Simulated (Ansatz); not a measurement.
Theory: DFT PBE, scalar-relativistic, plane waves, PAW (Ansatz 0.2.0). Settings: cutoff 420 eV, Γ-centred meshes spaced at most about 0.3 Å⁻¹, and about 0.25 Å⁻¹ or finer for metals (2π included), Gaussian smearing. No spin polarisation in the final relaxations.

Temperature and zero-point effects are left out.

Compare these two cells of CuSn3, each relaxed at this level.

A.

```
Cu Sn
1.0
     0.00000    3.63317    3.63317
     3.63317    0.00000    3.63317
     3.63317    3.63317    0.00000
Cu Sn
1 3
Cartesian
  0.0000 0.0000 0.0000
  3.6332 3.6332 3.6332
  1.8166 1.8166 1.8166
  5.4498 5.4498 5.4498
```

B.

```
Cu Sn
1.0
     5.19506    0.00000    0.00000
    -2.59753    4.49905    0.00000
     0.00000    0.00000    4.98695
Cu Sn
1 3
Direct
  0.00000 0.00000 0.50000
  0.33333 0.66667 0.50000
  0.66667 0.33333 0.50000
  0.00000 0.00000 0.00000
```

**Question.** Which would you expect to be lower, and how large is the difference?

**Answer.** A is lower, by 107 meV/atom. A has the BiF3 (D0_3) type, space group Fm-3m (No. 225), 24.0 Å³/atom and no gap on its mesh; B has space group P6/mmm (No. 191), 29.1 Å³/atom and no gap. Counting all near atoms (those within 1.25 times the shortest distance at each site; a plus sign parts nearer from farther groups; a slash parts the counts of unlike sites), A has Cu 8+6, Sn 8+6 and B has Cu 2+6, Sn 2/6. The denser one is the lower, and pressure would at first widen the difference. Even the lower one lies +0.26 eV/atom against the reference forms of the elements (uncorrected), so neither is stable at this level. Both come from invented guesses. A third cell relaxed alike, in P6_3/mmc (a Materials Project cell), lies 126 meV/atom below the lower of the two.

Cells relaxed within their symmetry can be saddle points.

The preference for A fits metallic bonding, which favours many neighbours and efficient packing over a few short contacts. In A every atom sits in a bcc-like 8+6 environment. B instead squeezes Cu and Sn into short contacts along the hexagonal axis, while one Sn site keeps only two near neighbours and the cell remains open at 29.1 Å³/atom. Those two strong contacts probably cannot make up for the cohesion lost elsewhere.

A is itself a compromise: the Sn-rich framework sets the cage size, leaving the smaller Cu atom with stretched Cu–Sn contacts. With the Cu d shell essentially full and little charge transfer between the elements, mixing offers little to repay the disruption of bonding in elemental tin. Even the P6_3/mmc cell, 126 meV/atom below A, stays above the elements, in keeping with the known Cu–Sn system, whose familiar intermetallics are richer in copper. That pressure favours A over B does not show that it would stabilise A against decomposition.
